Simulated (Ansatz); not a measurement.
**Redistribution: BH(CH3)2 + BH2I → BH(CH3)I + BH2(CH3)**

Gas-phase species: BH(CH3)2, singlet; BH2I `BI`, singlet; BH(CH3)I, singlet; BH2(CH3), singlet. The partners trade CH3 for I; both sit on B, so the bond types are kept.

Shapes, held fixed at every level: PBE0-D4/def2-TZVP. Programs: Ansatz 0.2.0. The zero-point and thermal change to 298 K, harmonic and unscaled (PBE0-D4/def2-TZVP), is 0.0 kJ/mol.

```json
{"level": "HF/def2-SVP", "kind": "Hartree–Fock", "ΔH(298 K) (kJ/mol)": "-4.3", "less CCSD(T)/def2-TZVPP": "-1.7"}
{"level": "BHLYP-D4/def2-TZVPP", "kind": "global hybrid", "ΔH(298 K) (kJ/mol)": "-4.7", "less CCSD(T)/def2-TZVPP": "-2.1"}
{"level": "B2PLYP/def2-TZVPP", "kind": "double hybrid", "ΔH(298 K) (kJ/mol)": "-3.3", "less CCSD(T)/def2-TZVPP": "-0.7"}
{"level": "MP2/def2-SVP", "kind": "perturbation theory", "ΔH(298 K) (kJ/mol)": "-4.6", "less CCSD(T)/def2-TZVPP": "-2.0"}
{"level": "MP2/def2-TZVPP", "kind": "perturbation theory", "ΔH(298 K) (kJ/mol)": "-4.8", "less CCSD(T)/def2-TZVPP": "-2.2"}
{"level": "CCSD/def2-SVP", "kind": "coupled cluster or CI", "ΔH(298 K) (kJ/mol)": "-2.7", "less CCSD(T)/def2-TZVPP": "-0.1"}
{"level": "CCSD(T)/def2-TZVPP", "kind": "coupled cluster or CI", "ΔH(298 K) (kJ/mol)": "-2.6", "less CCSD(T)/def2-TZVPP": "0.0"}
```

The highest level, CCSD(T)/def2-TZVPP, gives ΔH(298 K) = -2.6 kJ/mol; the levels span -4.8 to -2.6. That is about zero within the method's error. The column of differences is taken from that level and isn't an error. No measured value is set beside it here. For atoms past krypton def2 sets carry core potentials with scalar relativity. Outer-core shells of I are correlated, in sets that cover them unevenly.

The exchange of methyl for iodine between the two boranes is close to thermoneutral, and although every level gives a negative enthalpy, a real preference for the products isn't established. The near balance follows from what is conserved: the B–H, B–C and B–I bonds are equal in number on both sides, and each side has one singly and one doubly substituted boron. What remains is the difference between pairing methyl with iodine and pairing methyl with methyl on the same centre. In both pairings the substituents share boron's one empty p orbital, methyl donating by hyperconjugation and iodine through a lone pair, so their competition largely cancels as well. Hartree–Fock already gives -4.3 kJ/mol, which suggests that correlation contributions also cancel to a large extent. The small enthalpy therefore says little about the absolute strength of the B–I bond or of π donation from iodine. Nor does it describe an equilibrated mixture, in which such boranes can associate through hydrogen bridges.
